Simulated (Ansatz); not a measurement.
YTl: energy above lowest point as volume scale varies

Free energy against uniform scaling of the volume at fixed shape and fractions; periodic cell, basis, potentials, k mesh and filling as listed. The results are calculated, by Ansatz 0.2.0.

The cell before it is scaled or strained (space group Pm-3m, No. 221):
```
YTl
1.0
      3.7510     0.0000     0.0000
      0.0000     3.7510     0.0000
      0.0000     0.0000     3.7510
Y Tl
1 1
Direct
  0.50000 0.50000 0.50000
  0.00000 0.00000 0.00000
```

Settings of every row: functional PBEsol; dispersion none; potentials PAW; wave cutoff 550 eV; density cutoff 2200 eV; k mesh 8x8x8; k shift 0x0x0; occupations cold; smearing width 0.1 eV; spin none.

Limits: coarse k mesh, up to 40 meV an atom off; no spin-orbit coupling, which can matter with elements this heavy.

```csv
row,volume scale,V (Å³/atom),energy above lowest point (meV/atom)
1,0.9,23.749,48.5
2,0.925,24.409,23
3,0.95,25.069,7.3
4,0.975,25.729,0
5,1,26.388,0.1
6,1.025,27.048,6.5
7,1.05,27.708,18.5
8,1.075,28.367,?
9,1.1,29.027,56.3
```

Question: what energy above lowest point should row 8 give?

Worked fit of energy above lowest point. Take u = (V_r/V)^(2/3) − 1 with V_r = 26.059 Å³ an atom, which is twice the finite (Eulerian) strain; such expansions in the strain, on which the Birch-Murnaghan equation of state is built, carry the rest volume and the bulk modulus. The shown rows have u = 0.06384, 0.04457, 0.02616, 0.00853, -0.00833, -0.02453, -0.04008, -0.06938. Least squares give energy above lowest point = −0.81 − 6.3 × u + 11993 × u² + 3176 × u³ meV/atom; a parabola predicts inner rows, each left out in turn, worse (root mean square 0.24 against 0.023 meV/atom). All shown rows lie on it to the printed digit. Its lowest point lies at u = 0.0003, or V = 26.05 Å³ an atom, and the curvature there gives the bulk modulus at fixed shape and fractions, B = (4/9)(1 + u)² E″(u)/V = 65.6 GPa. The withheld row has u = -0.055, so the fit gives −0.81 − 6.3 × (-0.055) + 11993 × (-0.055)² + 3176 × (-0.055)³ = 35.3 meV/atom.

The calculation gave 35.3 meV/atom. The fit meets it to the printed digit.
